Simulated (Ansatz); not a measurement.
# Cd: the change of pressure with volume per atom

Periodic Kohn-Sham DFT of a crystal at fixed atoms; pressure and stress are positive in compression; the energy is the free energy less that of spherical unpolarised free atoms; site moments are those in the method's own spheres, positive along +z. The results are calculated, by Ansatz 0.2.0.

Cell of the first row (space group P6_3/mmc, No. 194):
```
CELL_PARAMETERS angstrom
2.91810 0.00000 0.00000
-1.45900 2.52710 0.00000
0.00000 0.00000 5.50300
ATOMIC_POSITIONS crystal
Cd 0.33333 0.66667 0.25000
Cd 0.66667 0.33333 0.75000
```

Settings of every row: method frozen-core PAW; functional PBEsol; relativity scalar; k mesh 16x16x7; filling fermi-dirac; smearing width 0.05 eV; wave cutoff 420 eV; paw set soft_2.

Atom start moment: 0 on all atoms.

Limits: PAW files made with PBE.

```csv
row,volume per atom (Å³),pressure (GPa)
1,20.29,2.42
2,20.722,0.908
3,21.154,-0.411
4,21.369,?
5,21.585,-1.556
6,21.801,-2.07
7,22.017,-2.547
8,22.449,-3.398
9,22.88,-4.124
```

Question: what pressure should row 4 give?

Worked fit of pressure. Take u = (V_r/V)^(2/3) − 1 with V_r = 21.693 Å³ an atom, which is twice the finite (Eulerian) strain; such expansions in the strain, on which the Birch-Murnaghan equation of state is built, carry the rest volume and the bulk modulus. The shown rows have u = 0.04558, 0.031, 0.01692, 0.00333, -0.00331, -0.00983, -0.02258, -0.03489. Least squares give pressure = −1.8172 + 77.43 × u + 331.63 × u² + 202 × u³ GPa; a parabola predicts inner rows, each left out in turn, worse (root mean square 0.0033 against 0.00068 GPa). The rows lie off it by 0.000, 0.000, 0.000, 0.000, 0.000, -0.001, 0.001, 0.000. The pressure vanishes at u = 0.0215, or V = 21.01 Å³ an atom, and there the bulk modulus at fixed shape and fractions is B = −V dP/dV = (2/3)(1 + u) dP/du = 62.6 GPa. Letting shape and atoms relax would as a rule lower it, by much in layered, chain or molecular crystals. The withheld row has u = 0.01008, so the fit gives −1.8172 + 77.43 × (0.01008) + 331.63 × (0.01008)² + 202 × (0.01008)³ = -1.003 GPa.

The calculation gave -1.004 GPa. The fit lies 0.001 GPa (0.015 % of the column's range) above it, one unit of the last digit.
